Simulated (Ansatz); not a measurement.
# Ligand exchange: CH2FI + Sn(CH3)3(OH) → CH3FO + Sn(CH3)3I

Gas-phase species: CH2FI (fluoroiodomethane) `FCI`, singlet; Sn(CH3)3(OH), singlet; CH3FO `OCF`, singlet; Sn(CH3)3I (iodotrimethylstannane), singlet. The partners trade I for OH: C–I and Sn–OH bonds give way to C–OH and Sn–I.

Shapes, held fixed at every level: PBE0-D4/def2-TZVP. Flexible molecules stand in one conformer, not always the lowest. Programs: Ansatz 0.2.0. The zero-point and thermal change to 298 K, harmonic and unscaled (PBE0-D4/def2-TZVP), is +7.9 kJ/mol.

| level | kind | ΔH(298 K) (kJ/mol) |
| --- | --- | --- |
| HF/def2-SVP | Hartree–Fock | -156.6 |
| HF/def2-TZVPP | Hartree–Fock | -126.4 |
| r2SCAN0-D4/def2-TZVPP | global hybrid | -112.4 |
| wB97X-V/def2-TZVPP | range-separated hybrid | -104.1 |
| B2PLYP/def2-TZVPP | double hybrid | -98.2 |
| MP2/def2-SVP | perturbation theory | -130.2 |
| MP2/def2-TZVPP | perturbation theory | -102.5 |

MP2/def2-TZVPP gives ΔH(298 K) = -102.5 kJ/mol; the levels span -156.6 to -98.2. The median of the levels is -112.4. No measured value is set beside it here. For atoms past krypton def2 sets carry core potentials with scalar relativity. Outer-core shells of I, Sn are correlated, in sets that cover them unevenly.

Every level makes the exchange strongly exothermic, so its direction is secure, though its size is less so. The zero-point and thermal term of +7.9 kJ/mol opposes the reaction, which makes the driving force electronic. Carbon gains much by giving up a weak bond to iodine, whose diffuse 5p orbital overlaps poorly with it, for a short, polar bond to oxygen. Tin loses a strong Sn–O bond, but its larger, more diffuse valence orbitals make the penalty for taking iodine smaller. Fluorine probably adds to the gain, since an oxygen lone pair in fluoromethanol can donate into the C–F antibonding orbital, an anomeric stabilisation that iodine provides far less well.

Going from def2-SVP to def2-TZVPP makes the reaction markedly less exothermic in both Hartree–Fock and MP2, by similar amounts, which suggests that the small basis mainly misdescribes the polar bonds at the mean-field level. The exothermicity does not show that fluoromethanol would persist, as it readily loses HF to give formaldehyde.
